**Q:** I have to relax cubic TaO₃ and choose a k mesh for it. What does the mesh decide, physically?

**A:** It decides which electron waves the calculation looks at. A wave in a crystal changes its phase from one cell to the next, and a mesh with N points per axis tries N evenly spaced phase steps. The 1x1x1 mesh has only the point called Γ, where every cell is in phase with its neighbours. In this crystal each oxygen sits halfway between two tantalum atoms, and those two are one cell edge apart, so the phase step governs how the oxygen bonds to them.

Cubic TaO₃ (4 atoms per cell), cell and atoms relaxed to zero pressure in Ansatz 0.2.0 with collinear-spin r2SCAN, scalar-relativistic PAW (set soft_2), a 500 eV plane-wave cutoff, Gaussian smearing of 0.1 eV, Γ-centred k meshes and a light search for lower states. The volume change is relative to the common starting cell of 15.53 Å³ per atom.

```csv
k mesh,volume per atom (Å³),volume change (%),length a (Å)
1x1x1,21.945,41.32,4.444
2x2x2,15.173,-2.29,3.930
4x4x4,15.161,-2.37,3.929
6x6x6,15.150,-2.44,3.928
10x10x10,15.147,-2.46,3.928
```

**Q:** The volume change, counted from the common starting cell, is +41% for 1x1x1. With the other meshes the cell shrinks by about 2%. Has the first run found a second, looser form of TaO₃?

**A:** No, it is a sampling artefact. The pressures at the starting cell, listed in the output after this text, show it before any atom spacing has changed. With 1x1x1 the cell pushes outward with 41 GPa; with 10x10x10 it pulls inward with nearly 5 GPa. The crystal is the same, and the k mesh is the only setting that was changed.

**Q:** Why should Γ alone make the cell push outward?

**A:** Because much of the bonding that holds it together is absent there. An oxygen 2p orbital has two lobes of opposite sign, one towards each tantalum. At Γ the 5d orbitals on those two atoms carry the same phase, so what the oxygen gains on one side it loses on the other. The p orbitals that point sideways suffer the same cancellation, since p orbitals change sign on inversion through their centre and d orbitals do not. The repulsion between filled shells also depends on the phase, but it does not vanish as a whole at Γ, and there is less bonding to oppose it.

**Q:** Then why is 2x2x2 almost enough? I would have guessed that the missing bonding comes back bit by bit.

**A:** Work it out. Let a be the cell edge, length a in the table, and k the wave number along the Ta–O–Ta line, so that ka is the phase step per cell. Adding the two sides with their signs gives a coupling proportional to sin(ka/2). As long as the coupling is weak compared with the energy distance between the 2p and 5d levels, the bonding energy goes as its square, sin²(ka/2), averaged over the mesh.

For 1x1x1 the only phase step is 0, and the average is 0. For 2x2x2 the steps are 0 and π, which give 0 and 1, so the average is ½. For 4x4x4 they are 0, π/2, π and 3π/2, which give 0, ½, 1 and ½, and the average is again ½. It stays exactly ½ for every finer mesh of this kind.

**Q:** Is there a way to see that without the sines?

**A:** Yes. With a single phase step the calculation cannot tell the left tantalum from the right one, because they are copies of each other in neighbouring cells. Two phase steps are enough to tell them apart. Since the bond reaches only from an oxygen to its nearest tantalum atoms, a finer mesh has nothing more to add to this leading term.

**Q:** How well does this estimate do against the table?

**A:** It gives the pattern: one large jump, then a plateau. The 2x2x2 volume is only 0.17% above that of 10x10x10. The estimate does not give the size of the swelling, nor the small drift along the plateau. The mixing in this oxide is not really weak, and the higher terms of the coupling need more than two points per axis. The oxygen bands are also not quite full, and which of their states stay empty depends on the mesh. Both can make the volume drift, and the table does not separate them. The last step, from 6x6x6 to 10x10x10, is too small to deserve a cause.

**Q:** So the whole 41% is lost p–d bonding?

**A:** That is the main cause I would argue for, but the table does not isolate it. The relaxed 1x1x1 run is also in a different magnetic state. It has a moment of about 0.9 μB on tantalum and 0.8 μB on each oxygen, pointing the opposite way, whereas with 10x10x10 tantalum carries almost none. The three oxygen moments add up to 2.4 μB, which points to more than two missing electrons on oxygen. If tantalum had given away all five of its valence electrons, only one would be missing there, so it has most likely kept some of them. Such a state may itself favour a larger cell, and a larger cell may in turn favour such a state. A 1x1x1 run without spin would show what the magnetism contributes, but it is not among these rows, and it could still leave electrons on tantalum.

**Q:** If the volume is good with 2x2x2, may I take the energy from that run too?

**A:** No. Its energy is still 0.73 eV per cell above the 10x10x10 value. With 4x4x4 the difference is 0.053 eV, and with 6x6x6 about 0.005 eV, so each of these refinements cuts it by a factor of ten or more. An error of 0.73 eV would spoil a reaction energy, even though the cell edge is already right to 0.002 Å.

**Q:** How can a run be that wrong in energy and that right in volume?

**A:** The volume settles where the pressure vanishes, and pressure is the slope of the energy against volume. An error that is the same at all volumes lifts the whole energy curve but leaves its minimum in place. For 2x2x2 you can watch this happen: the error is 0.732 eV at the starting cell and 0.735 eV at the relaxed one. Nearly all of it drops out of the slope. The 1x1x1 error is of the other kind: it changes the slope itself, as the starting pressures show. That fits the argument above, since the missing bonding would have grown stronger as the atoms came closer, though the different magnetic state may have a share in it.

**Q:** The output also lists the magnetic moment. Why is it 0.5 μB with 2x2x2 and 1 μB from 4x4x4 on?

**A:** Start by counting electrons. Tantalum has five valence electrons to give, and three oxygen atoms would take six. One hole per cell is therefore left in the oxygen 2p bands, and with 10x10x10 the spin does sit mainly on oxygen. The volume depends on the bonding of all the filled states together, but the moment depends on the few states near the top of the filling, where the hole has to go.

**Q:** And 2x2x2 describes those few states badly?

**A:** It has only eight k points, so a state at one point counts for an eighth of an electron per cell. A moment of 0.5 μB means that 0.75 of the hole lies in one spin direction and 0.25 in the other. On the finer meshes the hole lies, on balance, wholly in one direction. The coarse choice of states is the likely reason, but the search for lower states was a light one, so 2x2x2 may also have a better solution that was not found. How much of its energy error comes from this different filling is not known.

**Q:** What do I carry over to another cell, say a larger one?

**A:** Count the cell edge and the mesh together. A cell doubled along each axis and sampled at Γ alone contains the same waves as the small cell with a 2x2x2 mesh, provided the atoms and the electronic state are the same. So Γ alone is a fault here because the cell is one Ta–O–Ta link long. Before a long relaxation, compute the pressure at the starting cell with two meshes. If the two values lie far apart, the coarser mesh is likely to lead to a wrong volume; here, between 1x1x1 and 2x2x2, even the sign changes. Then test the energy and the moment separately, since a settled volume vouches for neither.

**Q:** With 10x10x10 all of them are settled. Do I then have the structure of TaO₃?

**A:** You have an answer that is settled in the k mesh, for a cubic cell with one formula unit and for the electronic state that was found. The search for lower states was light in every run, so a lower one may exist. The relaxation kept the cubic symmetry, so the forces on the atoms vanish whether or not the crystal would rather distort, and a single unit leaves no room for neighbouring octahedra to tilt against each other. The three oxygen atoms also share the hole equally by symmetry, and functionals of this type tend to spread such holes too evenly. Whether the hole would settle on some of the oxygen atoms and pull the lattice out of shape, in a larger cell that is free to distort, is a question that no finer k mesh can answer.

Output of the analysis:

```
Difference from 10x10x10 in volume and edge:
       row  volume (A^3/atom)  volume (%)  edge (A)
     1x1x1              6.798       44.88     0.516
     2x2x2              0.026      0.1717     0.002
     4x4x4              0.014     0.09243     0.001
     6x6x6              0.003     0.01981         0
  10x10x10                  0           0         0
Starting pressure and energy above 10x10x10:
       row  pressure (GPa)  at starting cell (eV/cell)  at relaxed cell (eV/cell)  change (eV/cell)
     1x1x1           41.36                       20.17                      17.82            -2.354
     2x2x2          -4.522                       0.732                     0.7349            0.0029
     4x4x4          -4.636                      0.0513                      0.053            0.0017
     6x6x6          -4.774                       0.005                     0.0053            0.0003
  10x10x10          -4.807                           0                          0                 0
Mean squared p-d coupling and moments:
       row  mean sin^2  cell (muB)  Ta (muB)  each O (muB)
     1x1x1           0          -1    0.8969       -0.8092
     2x2x2         0.5         0.5  -0.02757        0.1795
     4x4x4         0.5           1  -0.05619        0.3457
     6x6x6         0.5           1  -0.05826        0.3487
  10x10x10         0.5           1  -0.05802        0.3485
Energy gained by relaxing the cell with 1x1x1 (eV/cell): 2.377
Energy gained by relaxing the cell with 10x10x10 (eV/cell): 0.0235
Energy error of 2x2x2 over that of 4x4x4, relaxed cells: 13.87
Energy error of 4x4x4 over that of 6x6x6, relaxed cells: 10
Change of the 2x2x2 energy error from starting to relaxed cell (% of the error): 0.3962
Electrons missing from filled Ta 5s, 5p and O 2s, 2p shells (per cell): 1
Holes in the minority spin with 2x2x2 (per cell): 0.75
Holes in the majority spin with 2x2x2 (per cell): 0.25
O 2p spin-up less spin-down electrons with 10x10x10 (per O): 0.3943
```
